**Question**

I pulled the two silyl groups of disilane apart without letting them relax, and compared RHF, spin-unrestricted UHF and a CASSCF with two electrons in two orbitals.

Calculated values. PySCF 2.14.0: RHF, broken-symmetry UHF and CASSCF (two electrons in two orbitals) with the cc-pVDZ basis for neutral singlet disilane, Si₂H₆, along a rigid stretch of the Si–Si bond from the GFN2-xTB geometry. Spin squared is that of UHF; the weak occupation is that of the emptier CASSCF natural orbital.

| bond length (Å) | CASSCF energy over its lowest point (eV) | RHF energy over CASSCF (eV) | UHF energy under RHF (eV) | spin squared | first weak orbital occupation |
| --- | --- | --- | --- | --- | --- |
| 2.040 | 1.000 | 0.149 | 0.000 | 0.000 | 0.007 |
| 2.220 | 0.191 | 0.195 | 0.000 | 0.000 | 0.011 |
| 2.440 | 0.000 | 0.265 | 0.000 | 0.000 | 0.019 |
| 2.660 | 0.234 | 0.353 | 0.000 | 0.000 | 0.033 |
| 3.000 | 0.890 | 0.531 | 0.000 | 0.000 | 0.071 |
| 3.440 | 1.730 | 0.859 | 0.278 | 0.552 | 0.171 |
| 4.000 | 2.410 | 1.466 | 1.239 | 0.887 | 0.396 |
| 4.880 | 2.754 | 2.577 | 2.604 | 0.993 | 0.752 |
| 6.220 | 2.809 | 3.706 | 3.776 | 1.007 | 0.959 |

My questions, from easy to hard:

1. How large is the RHF error near the minimum, and how large at the far end?
2. Why does it grow when the bond is stretched?
3. Spin squared is zero up to 3.00 Å. Is a single determinant good enough up to there?
4. What decides where UHF leaves RHF?
5. How can UHF end up below CASSCF, and what does a spin squared near 1 mean?
6. Is the last CASSCF value the bond energy, and which digits can I trust?

**Answer**

**1.** Remember a quarter of an electronvolt near the minimum and nearly four at 6.22 Å. These are the heights of RHF above your CASSCF, which only lets the two bonding electrons avoid each other between the two silicon atoms, so they measure that part of the error and not the whole correlation energy. The RHF curve therefore climbs to 6.25 eV above its own lowest point, more than twice the CASSCF rise.

**2.** Start from the limit of two separate silyl radicals, with one electron on each. RHF puts both electrons into one bonding orbital spread evenly over the two silicon atoms. Each electron then ignores where the other is, and half of the time both sit on the same side, as an ion pair. In a bond this costs little, because the ions are close and the electrons gain by spreading out; at large distance it is simply wrong.

CASSCF can mix in the configuration with both electrons in the antibonding orbital, and this mixing cancels ionic terms. For such a symmetric pair the ionic share, counted in orthogonal orbitals with one on each silicon, follows from the weak occupation. It is about 40 % at 2.44 Å, 10 % at 4.00 Å and practically zero at 6.22 Å, while RHF stays at 50 % throughout.

**3.** No. At 3.00 Å RHF already lies 0.53 eV above CASSCF, although UHF has found nothing better than RHF. Zero spin squared says only that the UHF solution has not broken spin symmetry; it does not say that the electrons are uncorrelated.

The weak occupation $n$ gives the earlier warning, but a small value must be read with care. With the orbitals held fixed, the energy gained by mixing two configurations is $K\sqrt{n/(2-n)}$, where $K$ is the coupling between them. It thus follows the square root of a small occupation, so 0.07 of an electron is not negligible. Worked out from your rows, as an effective value because CASSCF also readjusts the orbitals, $K$ stays between 2.5 and 2.8 eV up to 3.44 Å, while the RHF error grows almost sixfold: it is mainly the mixing that grows, not the coupling. Farther out $K$ does rise, partly because the attraction within the ion pair fades.

**4.** A contest between spreading out and staying apart decides it. Let $t$ be the coupling that lets an electron hop between the silicon atoms, and $U$ the extra repulsion when both electrons sit on the same one. UHF may give the two electrons different orbitals with overlap $S$, and in this two-site model its energy is, up to a constant,

$$E(S)=-2tS+\tfrac12US^2,\qquad 0\le S\le 1.$$

The minimum lies at $S=2t/U$. As long as $U$ is smaller than $2t$, this would exceed 1, so the orbitals stay identical and UHF is RHF. Stretching makes $t$ fall rapidly, and once $U>2t$ the orbitals separate. This is the Coulson–Fischer point.

The exact solution of the same model links $U/t$ to the weak occupation:

$$n=1-\frac{1}{\sqrt{1+x^2}},\qquad x=\frac{U}{4t}.$$

Setting $U=2t$ gives $n\approx0.11$. Your table has 0.071 in the last row where UHF equals RHF and 0.171 in the first where it does not, so the threshold falls in the right gap. Interpolating the occupation puts the model's threshold near 3.2 Å. The rows themselves only place the onset between 3.00 and 3.44 Å, and it probably comes somewhat before the model's value: real UHF can also reshape the two orbitals and polarise the Si–H pairs, which is expected to make breaking easier, and at 3.44 Å it is already more broken than the model predicts.

The model also predicts how far the symmetry is broken. At 4.00 Å the occupation is 0.396, hence $x=\sqrt{1/0.604^2-1}=1.32$ and $S=1/(2x)=0.38$. The spin squared should then be $1-S^2=0.86$, and UHF gives 0.887. No constant was fitted to this or any other row. The model does worst just past the onset, at 3.44 Å, where it gives 0.45 instead of 0.552; the output below compares all rows.

For another symmetric single bond, ask the same question: at what length has the hopping fallen to half the repulsion?

**5.** The two methods have different freedoms, so neither must be the lower one. Your CASSCF correlates the Si–Si pair but keeps every other pair in a shared orbital. UHF treats the Si–Si pair more crudely, yet lets up- and down-spin electrons differ in the Si–H bonds too. Near separation, each unpaired electron is expected to polarise the bonds around it, and UHF ends 0.07 eV below CASSCF at 6.22 Å. The spin squared of 1.007 is a sign of this: two electrons of opposite spin alone cannot push it above 1 in one determinant.

A pure singlet has spin squared 0 and a pure triplet 2, so a value near 1 means a mixture of roughly equal parts. For two distant radicals, singlet and triplet have almost the same energy, and the mixture does little harm to the energy. At intermediate lengths they still differ, and there the UHF energy deserves less trust.

**6.** Read it as "a little under 3 eV in this model", not as a bond energy to three decimals. The curve has nearly levelled off, rising by only 0.055 eV over the last step, so the stretch is long enough. But the correlation outside the bonding pair and part of that within it are absent, the basis is small, the silyl groups are frozen and zero-point motion is left out. Likewise, 2.44 Å is the lowest point of your grid, not an optimised bond length.

The third decimal is still useful for comparing methods at one geometry, as in question 5. For disilane as a precursor of silicon films, the curve shows that splitting into two silyl radicals costs electronvolts. It does not tell whether this route beats decompositions in which a hydrogen atom moves as the molecule breaks up.

Printed output of the fit:

```
Curves and pair character:
   row  RHF rise in eV  UHF rise in eV  ionic share in CASSCF in percent  effective K in eV
  2.04           0.884           0.884                             44.09              2.514
  2.22           0.121           0.121                              42.6              2.622
  2.44               0               0                              40.3              2.706
  2.66           0.322           0.322                             37.26              2.725
   3.0           1.156           1.156                              31.5              2.768
  3.44           2.324           2.046                             22.04              2.809
   4.0           3.611           2.372                             10.15               2.95
  4.88           5.066           2.462                             1.562               3.32
  6.22            6.25           2.474                           0.04204              3.861
UHF against the two-site model:
   row  model spin squared  UHF spin squared  model lowering in eV  extra UHF lowering in eV
  2.04                   0                 0                     0                         0
  2.22                   0                 0                     0                         0
  2.44                   0                 0                     0                         0
  2.66                   0                 0                     0                         0
   3.0                   0                 0                     0                         0
  3.44              0.4507             0.552                0.1882                    0.0898
   4.0              0.8564             0.887                 1.138                    0.1009
  4.88              0.9836             0.993                 2.524                   0.07966
  6.22              0.9996             1.007                 3.704                   0.07162
RHF excess at 6.22 A over that at the lowest CASSCF point, ratio: 13.98
RHF rise over CASSCF rise at 6.22 A, ratio: 2.225
CASSCF rise from 4.88 to 6.22 A, eV: 0.055
RHF rise from 4.88 to 6.22 A, eV: 1.184
CASSCF rise at 4.00 A as share of that at 6.22 A, percent: 85.8
UHF below CASSCF at 4.88 A, eV: 0.027
UHF below CASSCF at 6.22 A, eV: 0.07
Weak occupation at which the model UHF breaks symmetry: 0.1056
Bond length at which the occupation reaches this value, interpolated, A: 3.199
Largest miss of the model spin squared in the broken rows: 0.1013
Smallest extra UHF lowering in the broken rows, eV: 0.07162
Largest extra UHF lowering in the broken rows, eV: 0.1009
Rise of effective K from 4.00 to 6.22 A, eV: 0.9107
Rise expected from half the point-charge attraction, eV: 0.6424
Uncertainty of K in the shortest row from rounding of the occupation, percent: 3.571
```
